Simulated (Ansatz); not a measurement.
# TiB2: the change of energy above lowest point with volume scale

Results calculated with Ansatz 0.2.0, not measured. Free energy against uniform scaling of the volume at fixed shape and fractions; periodic cell, basis, potentials, k mesh and filling as listed.

The cell before it is scaled or strained (space group P6/mmm, No. 191):
```
CELL_PARAMETERS angstrom
3.02920 0.00000 0.00000
-1.51460 2.62340 0.00000
0.00000 0.00000 3.22840
ATOMIC_POSITIONS crystal
Ti 0.00000 0.00000 0.00000
B 0.33333 0.66667 0.50000
B 0.66667 0.33333 0.50000
```

Settings of every row: functional PBE; dispersion none; potentials PAW; wave cutoff 500 eV; density cutoff 2000 eV; k mesh 11x11x9; k shift 0x0x0; occupations cold; smearing width 0.15 eV; spin none; SCF threshold exponent -9.

Limits: coarse k mesh, up to 40 meV an atom off.

```
row  volume scale  V (Å³/atom)  energy above lowest point (meV/atom)
  1           0.9        7.697                                  81.9
  2         0.925         7.91                                  44.3
  3          0.95        8.124                                     ?
  4         0.975        8.338                                   4.7
  5             1        8.552                                     0
  6         1.025        8.766                                   3.8
  7          1.05        8.979                                  15.3
  8         1.075        9.193                                  33.4
  9           1.1        9.407                                  57.5
```

Question: what energy above lowest point should row 3 give?

Worked fit of energy above lowest point. Take u = (V_r/V)^(2/3) − 1 with V_r = 8.659 Å³ an atom, which is twice the finite (Eulerian) strain; such expansions in the strain, on which the Birch-Murnaghan equation of state is built, carry the rest volume and the bulk modulus. The shown rows have u = 0.08168, 0.06217, 0.0255, 0.00832, -0.00815, -0.0239, -0.03911, -0.05374. Least squares give energy above lowest point = 0.94 − 240.7 × u + 15087 × u² meV/atom; a straight line predicts inner rows, each left out in turn, worse (root mean square 24 against 0.079 meV/atom). The rows lie off it by 0.0, 0.0, 0.1, 0.0, -0.1, 0.0, 0.0, 0.1. Its lowest point lies at u = 0.0080, or V = 8.556 Å³ an atom, and the curvature there gives the bulk modulus at fixed shape and fractions, B = (4/9)(1 + u)² E″(u)/V = 255 GPa. Letting shape and atoms relax would as a rule lower it, by much in layered, chain or molecular crystals. The withheld row has u = 0.04343, so the fit gives 0.94 − 240.7 × (0.04343) + 15087 × (0.04343)² = 18.9 meV/atom.

The calculation gave 19.1 meV/atom. The fit lies 0.2 meV/atom (1 % of the value, 0.24 % of the column's range) below it; its largest miss of a shown row is 0.1 meV/atom.
